Zinc-blende ZnSe, computed with several programs and methods as named, without spin polarisation or spin-orbit coupling. Band gaps are for the r2SCAN-relaxed cell, volumes from each method's own relaxation or energy curve, and bulk moduli for fixed cell shape. Plane-wave PBE uses a 420 eV cutoff and an 8×8×8 k mesh; the coarse settings are 260 eV and 4×4×4.

```
               name                 kind  band gap (eV)  volume per atom (Å³)  bulk modulus (GPa)  atoms computed
    CdTeZnSeHgS0.sw          force field            n/a                22.773               65.20               2
PBE coarse-settings  low cutoff and mesh          1.313                   n/a                 n/a               2
                PM7       semi-empirical          0.000                   n/a                 n/a              64
    GFN1-xTB tblite        tight binding          0.000                25.346               43.20              64
                PBE            semilocal          1.294                23.539               56.70               2
    GFN2-xTB tblite        tight binding          4.214                25.431               33.70              64
                PM6       semi-empirical          2.523                   n/a                 n/a              64
            PBE SZV          small basis          1.838                24.825               56.90               2
    PBE sz-orbitals          small basis          1.236                   n/a                 n/a               2
             r2SCAN            semilocal          1.869                22.723               65.30               2
            GLLB-SC      model potential          2.290                   n/a                 n/a               2
           PBE DZVP          small basis          1.306                23.843               56.60               2
```

The row PBE SZV looks like a bargain. Its band gap of 1.84 eV almost equals that of the more elaborate functional r2SCAN, and its bulk modulus almost equals that of PBE in plane waves. Both agreements are accidents. The volume shows that something is wrong: it is 5.5 % larger than the PBE volume, although the functional is the same.

**The gap.** SZV describes each valence orbital of an atom by a single radial function. With the richer DZVP basis the gap drops to 1.31 eV, within about 0.01 eV of the plane-wave PBE result. The extra half electronvolt in SZV therefore comes from the basis and not from better physics.

Theory explains why such an error can take either sign. In a fixed potential, taking functions away from a basis can only raise the energy levels. The gap is the difference between two levels, so its error depends on which of them rises more. Often the empty level suffers more, and the gap opens. In ZnSe, though, the lowest empty level is expected to consist mainly of Zn 4s and Se 4s orbitals, which even a minimal basis contains, so much depends on how well their fixed shapes suit the crystal. The other minimal basis, PBE sz-orbitals, gives a gap slightly below that of PBE, so a general correction for small bases would fail here.

The SZV error also hides a real weakness of PBE. The measured gap is roughly 2.7 eV, a recalled value, and plane-wave PBE gives less than half of it. The gap between PBE orbital energies lacks the jump in potential that an added electron should feel, and the Zn 3d levels, which PBE places too high, push the top of the valence band up. GLLB-SC adds an estimate of that jump and reaches 2.29 eV. SZV moves the gap in the same direction without curing either fault.

**The stiffness.** The modulus of SZV is wrong in a less obvious way, because it has to be judged together with the volume. Stretched bonds are softer, so a method that makes the crystal too large should also make it too soft. A simple model says by how much. Suppose that a method's error acts like a constant extra pressure $p$, which adds a term $-pV$ to the energy $E$ at volume $V$. The bulk modulus is

$$B = V\,\frac{d^2E}{dV^2},$$

and a term linear in $V$ drops out of the second derivative. Methods with such errors then share one curve of modulus against volume and merely sit at different points on it. In the Murnaghan form this curve is

$$B(V) = B_0\left(\frac{V_0}{V}\right)^{B'},$$

where $V_0$ and $B_0$ belong to the chosen reference and $B'$ tells how fast the modulus grows with pressure. For many solids $B'$ lies between 4 and 5, and 4.5 is assumed here.

Taking PBE to the SZV volume gives

$$B = 56.7\ \text{GPa}\times\left(\frac{23.539}{24.825}\right)^{4.5} \approx 45\ \text{GPa}.$$

SZV gives 56.9 GPa, about a quarter more than a PBE crystal of that size should have. The basis makes the crystal too large, which softens it, and at the same time too stiff for its size. The two errors cancel in the modulus.

A likely reason for the excess stiffness is the rigidity of the basis. When the atoms move apart or together, real orbitals spread or contract, and this adjustment lowers the energy cost of the change. A single fixed radial function allows little of it, so the energy can rise more steeply. The table fits this picture but doesn't test it separately.

The model was also applied with r2SCAN as the reference, and the output below lists the results. Five methods make the crystal more than 1 % larger than r2SCAN does. For four of them the curve comes within 6 GPa of the computed modulus; for SZV it is 13 GPa too low. Among these five, SZV is the only one for which an unchanged r2SCAN modulus would have been the better guess.

**The tight-binding row.** GFN1-xTB fails differently. Its volume is 11.5 % above that of r2SCAN, and its modulus is lower, roughly as the curve demands. Such an error can be seen without relaxing the crystal: on the smaller r2SCAN cell the method should report a pressure. Adding up the modulus along the curve, from the method's own volume down to that cell, gives 6.10 GPa, and the calculation reports 6.08 GPa. So close a match is partly luck, since $B'$ is assumed, but any value between 4 and 5 leads to the same conclusion: the large volume agrees with the method's own energies, for the electronic state that it found, and doesn't come from a failed relaxation.

The gap of GFN1-xTB needs a separate warning. It is zero because the highest filled and the lowest empty level coincide, and PM7 shows the same pattern. ZnSe is a semiconductor, so these zeros are wrong. In GFN1-xTB the two levels agree to about $10^{-12}$ eV, which points to a single level that is degenerate by symmetry. Either this level is only partly filled, because the method puts the levels in a wrong order or settled in a wrong state, or the program counted the levels wrongly; the outputs don't decide between these. The large relaxed volume can't be the cause, since all gaps in the table were computed on the same r2SCAN cell. On that cell the related method GFN2-xTB gives a gap of 4.21 eV. PM6 comes closest to the measured gap, but it reports a Hartree-Fock orbital gap, which is usually far too large, and its close relative PM7 gives zero. The agreement is therefore no reason to trust it.

**The coarse settings.** One more false comfort comes from plane-wave PBE itself. With a low cutoff and a coarse mesh of k points (the sampled electron wavevectors), the gap changes by only 0.02 eV. The pressure changes by 1.1 GPa, which would correspond to a volume error of about 2 %. Both band edges lie at the zone centre Γ, which both meshes contain, and the coarse settings move neither edge by more than a few hundredths of an electronvolt. Pressure depends on all filled states across the zone and on how the energy changes with volume. An error from a low cutoff can change with volume too, so the pressure has no such protection. Cutoff and mesh were changed together here, so the table doesn't show how much each contributes.

In practice, a good gap from a small basis should be believed only if it survives a larger one, and a good modulus only if the volume is right as well. Settings meant for relaxing a crystal should be converged on the pressure, because the gap can look finished long before the pressure is.

Numerical output:

```
Each method against r2SCAN and the shared curve:
                  row  volume above r2SCAN in percent  modulus from shared curve in GPa  curve less computed in GPa  estimated pressure on r2SCAN cell in GPa  gap less rough measured in eV
      CdTeZnSeHgS0.sw                            0.22                             64.66                     -0.5427                                     0.144                            n/a
  PBE coarse-settings                             n/a                               n/a                         n/a                                       n/a                         -1.387
                  PM7                             n/a                               n/a                         n/a                                       n/a                           -2.7
      GFN1-xTB tblite                           11.54                             39.94                      -3.259                                     6.095                           -2.7
                  PBE                           3.591                             55.71                     -0.9862                                     2.168                         -1.406
      GFN2-xTB tblite                           11.92                             39.34                       5.644                                     4.941                          1.514
                  PM6                             n/a                               n/a                         n/a                                       n/a                         -0.177
              PBE SZV                           9.251                             43.85                      -13.05                                     6.184                         -0.862
      PBE sz-orbitals                             n/a                               n/a                         n/a                                       n/a                         -1.464
               r2SCAN                               0                              65.3                           0                                         0                         -0.831
              GLLB-SC                             n/a                               n/a                         n/a                                       n/a                          -0.41
             PBE DZVP                           4.929                             52.59                      -4.012                                      3.04                         -1.394
Gap of r2SCAN less PBE, eV: 0.575
Gap of PBE SZV less PBE, eV: 0.544
Gap of PBE SZV less r2SCAN, eV: -0.031
Gap of PBE DZVP less PBE, eV: 0.012
Gap of PBE sz-orbitals less PBE, eV: -0.058
Volume of PBE SZV above PBE, percent: 5.463
Volume of PBE DZVP above PBE, percent: 1.291
PBE modulus carried to the SZV volume, GPa: 44.63
SZV modulus above that, percent: 27.49
The same with pressure derivative 4, percent: 24.15
The same with pressure derivative 5, percent: 30.93
Rms miss of shared curve, five rows with volume over 1 percent too large, GPa: 6.779
Rms miss of a constant modulus, same rows, GPa: 18.48
Estimated less computed pressure, force field, GPa: 0.00686
Estimated less computed pressure, PBE, GPa: -0.03276
Estimated less computed pressure, GFN1-xTB, GPa: 0.01539
Gap of coarse PBE less PBE, eV: 0.019
Pressure of coarse PBE less PBE, GPa: 1.128
That pressure shift as a volume error, percent: 1.99
Energy of coarse PBE less PBE, eV per cell: 1.059
```
